# How still must the ions be? The immobile-ion assumption in the helicon dispersion relation

**The result.** Take a uniform cold plasma of density $n$ in $B_0\hat z$, fields $\propto e^{i(\mathbf k\cdot\mathbf r-\omega t)}$, $\mathbf k$ at angle $\theta<90^\circ$ to $\hat z$, SI units. The helicon derivation has three ingredients: Faraday's law $\mathbf k\times\mathbf E=\omega\mathbf B$, Ampère's law without displacement current $i\mathbf k\times\mathbf B=\mu_0\mathbf j$, and the Hall law $\mathbf E=\mathbf j\times\mathbf B_0/ne$. They give $\nabla\times\mathbf B=k\mathbf B$ and

$$k k_z=k_w^2\equiv\frac{\mu_0 ne\,\omega}{B_0},\qquad \omega=\frac{\omega_{ce}c^2kk_z}{\omega_{pe}^2},$$

with rays confined to $\arctan(1/\sqrt8)=19.5^\circ$ about $B_0$, the whistler cone of Storey (1953). At 13.56 MHz, 10 mT and $10^{18}\,\mathrm{m^{-3}}$, $k_w=41.4\ \mathrm{m^{-1}}$, a parallel wavelength of 15.2 cm.

My subject is the third ingredient. Massless electrons obey $\mathbf E=-\mathbf v_e\times\mathbf B_0$. This becomes the Hall law only on writing $\mathbf j=-ne\mathbf v_e$, and that step declares the ions immobile. Hydrogen is the hardest test of it.

**Letting the ions move.** For one singly charged species of mass $M$,

$$-i\omega m\mathbf v_e=-e(\mathbf E+\mathbf v_e\times\mathbf B_0),\qquad -i\omega M\mathbf v_i=e(\mathbf E+\mathbf v_i\times\mathbf B_0).$$

The sum is $-i\omega(M\mathbf v_i+m\mathbf v_e)=\mathbf j\times\mathbf B_0/n$. With $\mathbf v_i=\mathbf v_e+\mathbf j/ne$ it yields

$$\mathbf v_e=\frac{1}{M+m}\left[\frac{i\,\mathbf j\times\mathbf B_0}{n\omega}-\frac{M\mathbf j}{ne}\right].$$

Insert this in the electron equation and use $(\mathbf j\times\hat z)\times\hat z=-\mathbf j_\perp$. With $\delta=\omega/\omega_{ce}$, $\epsilon=\omega_{ci}/\omega$ and $\mu=m/M=\delta\epsilon$,

$$\mathbf E=\frac{B_0}{ne}\,\frac{(1-\mu)\,\mathbf j\times\hat z+i\epsilon\,\mathbf j_\perp-i\delta\,\mathbf j}{1+\mu}.$$

The ions add the $\epsilon$ term and electron inertia the $\delta$ term, with opposite signs.

Maxwell's equations make $\mathbf j$ transverse to $\mathbf k$ and fix the transverse field, $\mathbf E_T=i\mu_0\omega\,\mathbf j/k^2=(B_0/ne)\,iN\mathbf j$, where $N=k_w^2/k^2$. Project on $\hat e_1=(\cos\theta,0,-\sin\theta)$ and $\hat e_2=\hat y$, and write $A=(1+\mu)N+\delta$:

$$i(A-\epsilon\cos^2\theta)\,j_1=(1-\mu)\cos\theta\,j_2,\qquad i(A-\epsilon)\,j_2=-(1-\mu)\cos\theta\,j_1 .$$

The product gives $(A-\epsilon\cos^2\theta)(A-\epsilon)=(1-\mu)^2\cos^2\theta$, whose whistler root is

$$(1+\mu)N=-\delta+\tfrac12\epsilon(1+\cos^2\theta)+\sqrt{(1-\mu)^2\cos^2\theta+\tfrac14\epsilon^2\sin^4\theta}.$$

To first order, for $\cos\theta\gg\delta,\epsilon$,

$$kk_z=k_w^2\left[1-\epsilon\,\frac{1+\cos^2\theta}{2\cos\theta}+\frac{\delta}{\cos\theta}\right].$$

Ion motion lengthens the wave. At fixed $\theta$ it shifts $k$ by $-\epsilon(1+\cos^2\theta)/(4\cos\theta)$ in relative terms.

Two more things change. First, the polarisation: $j_2/j_1\simeq i\,[1+\epsilon\sin^2\theta/(2\cos\theta)]$. Ampère's law gives $B_2/B_1=-j_1/j_2$, so $\mathbf j\parallel\mathbf B$ needs $j_2/j_1=\pm i$. Electron inertia alone, being isotropic, keeps the curl eigenfunction property; the ions break it for an oblique wave.

Second, the ray. The group velocity is normal to the surface $k(\theta)=k_w/\sqrt N$ at fixed $\omega$, so its angle to $B_0$ is $\psi=\theta-\arctan g$ with $g=-N'/2N$. At zeroth order $g_0=\frac12\tan\theta$ and $\tan\psi=\tan\theta/(2+\tan^2\theta)$, largest at $\tan\theta_0=\sqrt2$, $\theta_0=54.7^\circ$. At first order $g=g_0[1+(\delta-\frac12\epsilon\sin^2\theta)/\cos\theta]$. Because $\psi$ is stationary at $\theta_0$, the maximum moves by $-(g-g_0)/(1+g_0^2)$ taken there:

$$\psi_{\max}=\arctan\frac1{\sqrt8}-\sqrt{\tfrac23}\left(\delta-\frac{\epsilon}{3}\right).$$

**Numbers.** Here $f_{ce}=280$ MHz and $\delta=0.0484$. Approximate ion masses are inputs; $\mathrm N_2^+$ stands for a nitrogen process plasma under the same conditions. The lower hybrid frequency is the dense-plasma value $\omega_{LH}^2=\omega_{ce}\omega_{ci}$, so that $\epsilon/\delta=\omega_{LH}^2/\omega^2$.

| ion | $M$ (u) | $10^3\epsilon$ | $f_{LH}$ (MHz) | ion shift of $k$ at $\theta_0$ (%) | ion shift of $\psi_{\max}$ (deg) |
|---|---|---|---|---|---|
| H$^+$ | 1.007 | 11.2 | 6.53 | −0.65 | +0.18 |
| H$_2^+$ | 2.015 | 5.62 | 4.62 | −0.32 | +0.09 |
| H$_3^+$ | 3.023 | 3.75 | 3.77 | −0.22 | +0.06 |
| N$_2^+$ | 28.01 | 0.404 | 1.24 | −0.023 | +0.006 |

The shifts are first order. The full root, taken relative to the immobile-ion root $N=\cos\theta-\delta$, gives the same digits for $k$. For H$^+$ the polarisation departs from circular by 0.65 % in amplitude ratio at $\theta_0$.

**Question.** *For protons $f_{LH}$ is nearly half the drive frequency. The textbook ordering $\omega\gg\omega_{LH}$ is hardly met. Why is the correction below one per cent?*

Because the ordering compares the ions with the wrong current. Relative to the Hall current, the ion current is $\epsilon$ and the electron polarisation current is $\delta$. Their ratio $\omega_{LH}^2/\omega^2$ is 0.23 for H$^+$, but it is a ratio of two small terms. The dispersion relation needs $\epsilon$ and $\delta$ each small against $\cos\theta$. The two corrections to $kk_z$ even cancel at $\omega^2=\frac12\omega_{LH}^2(1+\cos^2\theta)$.

**Question.** *Then electron inertia is the larger neglect?*

Yes. At $\theta_0$ it raises $k$ by $\delta/(2\cos\theta_0)=4.2$ % at first order and by 4.5 % from the full root with immobile ions. It lowers $\psi_{\max}$ by $2.3^\circ$; maximising the full expression gives $17.2^\circ$ with immobile ions and $17.4^\circ$ with protons. The second-order inertia terms are as large as the H$_3^+$ effect. Terms of order $\delta\epsilon$ need care too: $\mu$ itself is one, $5.4\times10^{-4}$ for H$^+$, so dropping $m/M$ while keeping the square root unexpanded would be inconsistent.

**Question.** *Does the lower hybrid frequency decide anything at all?*

It decides whether the ray cone exists. At $\theta=90^\circ$ the root is $(1+\mu)N=\epsilon-\delta$. Above $\omega_{LH}$ this is negative, so $N$ vanishes earlier, on the resonance cone

$$\cos^2\theta_r=\frac{\delta(\delta-\epsilon)}{(1-\mu)^2+\epsilon(\delta-\epsilon)} .$$

That is $87.6^\circ$ with protons and $87.2^\circ$ with immobile ions. The short-wave part of the surface near it is the Trivelpiece–Gould mode, whose ray ends perpendicular to $\mathbf k$, $2.4^\circ$ on the far side of $B_0$ with protons, well inside the cone. Below $\omega_{LH}$ the surface closes. At $90^\circ$, $N'=0$ by symmetry and the ray crosses the field; for $\delta\ll\epsilon$, $k^2=k_w^2/\epsilon=\omega^2\mu_0nM/B_0^2$, the fast Alfvén wave. The bound on $\psi$ is then lost, though only for nearly perpendicular $\mathbf k$: there $g\simeq\cos\theta/[\epsilon(\epsilon-\delta)]$, which drops below one within $0.03^\circ$ of perpendicular for protons at 30 mT. At 13.56 MHz the crossing $\omega=\omega_{LH}$ lies at 21 mT for H$^+$ and 36 mT for H$_3^+$. Our 10 mT is on the safe side, and the cone asks for $\omega>\omega_{LH}$, not $\gg$.

**Question.** *A hydrogen discharge holds three ions. Which row applies?*

A weighted mean. For $\omega\gg\omega_{ci}$ each species carries $in_se^2\mathbf E/M_s\omega$. Subtracting this from $\mathbf j$ in the Hall law returns the term $i\epsilon\mathbf j_\perp$ with $\epsilon=\sum_s(n_s/n)\,\omega_{cs}/\omega$. Any mixture lies between the H$^+$ and H$_3^+$ rows. Typically H$_3^+$ is favoured at higher pressure and H$^+$ at low pressure and high power.

**Question.** *You kept the plasma cold and collisionless. Do those neglects not swamp half a per cent?*

They rival it. Displacement current does not: it is smaller than the electron polarisation current by $\omega_{pe}^2/\omega_{ce}^2=1.03\times10^3$.

Electron–neutral friction replaces $\delta$ by $\delta+i\nu/\omega_{ce}$. Assume 1 Pa, gas at 300 K and an approximate momentum-transfer rate constant of $10^{-13}\ \mathrm{m^3s^{-1}}$. Then $\nu=2.4\times10^7\ \mathrm{s^{-1}}$, $\nu/\omega_{ce}=0.014$, above every $\epsilon$ in the table, and $\mathrm{Im}\,k/k=\nu/(2\omega_{ce}\cos\theta_0)=1.2$ %. This is damping; the real wavenumber feels it at second order.

Temperature acts on the real part. At zeroth order the density is unperturbed, while $b=B_z/B_0=k_zj_z/ne\omega$, from $\mu_0\mathbf j=k\mathbf B$. The double-adiabatic laws $p_\perp\propto nB$, $p_\parallel\propto n^3/B^2$ give perturbations $pb$ and $-2pb$, with $p=nT_e$ ($T_e$ in energy units). The isotropic part is a gradient and drops out of $\mathbf E_T$. What remains is $E_z=3ik_zpb/ne=(B_0/ne)\,\frac32 i\beta_e(k_z^2/k_w^2)\,j_z$, with $\beta_e=2\mu_0p/B_0^2$. Projection on $\hat e_1$ brings $\sin^2\theta$, half of it enters $N$, and $k_z^2/k_w^2=\cos\theta$, so $k$ shifts by $-\frac38\beta_e\sin^2\theta$. For an assumed $T_e=4$ eV, $\beta_e=0.016$ and the shift at $\theta_0$ is $-0.4$ %. It is an estimate only: the laws need $\omega/k_z\gg\sqrt{2T_e/m}$ and $\nu\ll\omega$, and the two ratios here are 2.3 and 0.28.

**Question.** *Could one see the ion term in a wavelength?*

Hardly at this field. Neither $\epsilon$ nor $\delta$ depends on density, but $k_w\propto\sqrt n$, so the proton shift at $\theta_0$ is mimicked by a 1.3 % drop in $n$. In this uniform, unbounded model, ion motion in hydrogen lowers $k$ by 0.22 to 0.65 % at $\theta_0$, about as much as electron temperature does and far less than the 4.5 % by which electron inertia raises it. These are the model's figures; a bounded source with radial gradients adds its own corrections.